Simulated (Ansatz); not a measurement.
## Strength of the Ge–H bond: GeH(CH3)F2 → Ge(CH3)F2 + H

Species: GeH(CH3)F2, singlet; Ge(CH3)F2, doublet; H atom, doublet. 

Shapes, held fixed at every level: PBE0-D4/def2-TZVP. Programs: Ansatz 0.2.0. The zero-point and thermal change to 298 K, harmonic and unscaled (PBE0-D4/def2-TZVP), is -17.5 kJ/mol.

```json
{"level": "HF/def2-SVP", "kind": "Hartree–Fock", "ΔH(298 K) (kJ/mol)": "+289.5", "less CCSD(T)/def2-TZVPP": "-73.2", "CPU time (sum over the molecules)": "–"}
{"level": "SPW92/def2-TZVPP", "kind": "LDA", "ΔH(298 K) (kJ/mol)": "+371.7", "less CCSD(T)/def2-TZVPP": "+9.0", "CPU time (sum over the molecules)": "7.9 s"}
{"level": "wB97M-V/def2-TZVPP", "kind": "range-separated hybrid", "ΔH(298 K) (kJ/mol)": "+352.4", "less CCSD(T)/def2-TZVPP": "-10.3", "CPU time (sum over the molecules)": "60 s"}
{"level": "wB97X-V/def2-TZVPP", "kind": "range-separated hybrid", "ΔH(298 K) (kJ/mol)": "+358.7", "less CCSD(T)/def2-TZVPP": "-4.0", "CPU time (sum over the molecules)": "54 s"}
{"level": "B2PLYP/def2-TZVPP", "kind": "double hybrid", "ΔH(298 K) (kJ/mol)": "+349.8", "less CCSD(T)/def2-TZVPP": "-12.9", "CPU time (sum over the molecules)": "29 s"}
{"level": "CCSD(T)/def2-SVP", "kind": "coupled cluster or CI", "ΔH(298 K) (kJ/mol)": "+355.3", "less CCSD(T)/def2-TZVPP": "-7.4", "CPU time (sum over the molecules)": "60 s"}
{"level": "CCSD(T)/def2-TZVPP", "kind": "coupled cluster or CI", "ΔH(298 K) (kJ/mol)": "+362.7", "less CCSD(T)/def2-TZVPP": "0.0", "CPU time (sum over the molecules)": "4.3 min"}
```

The highest level, CCSD(T)/def2-TZVPP, gives ΔH(298 K) = +362.7 kJ/mol; the levels span +289.5 to +371.7. The column of differences is taken from that level and isn't an error. Hartree–Fock misses the correlation of the pair that is broken and comes out low. No measured value is set beside it here. Open shells run unrestricted unless RO is named. Relativity is left out for Ge unless named. Correlated rows may include outer-core shells of Ge, which these sets cover unevenly. Times are processor times on shared x86 and Arm servers, and rough.

Breaking the Ge–H bond costs +362.7 kJ/mol at the highest level, and every correlated or density-functional row stays fairly close to that value, with only Hartree–Fock far away. Its shortfall is mostly not a basis-set effect, since coupled cluster in the same small basis gives +355.3. Going to the larger basis strengthens the bond by 7.4 kJ/mol, as expected when the correlation of the bonding pair is described more fully, so the basis-set limit probably lies somewhat higher still. LDA lands close to the reference, but probably through a partial cancellation of errors.

Chemically, this is a strong, largely covalent bond. Electronegative fluorine draws germanium p character into the Ge–F bonds, leaving more s character for Ge–H. The radical left behind should be pyramidal, with its unpaired electron in an s-rich orbital on germanium and little delocalisation to stabilise it. How much the fluorines strengthen the bond can't be judged without the corresponding fluorine-free germane.
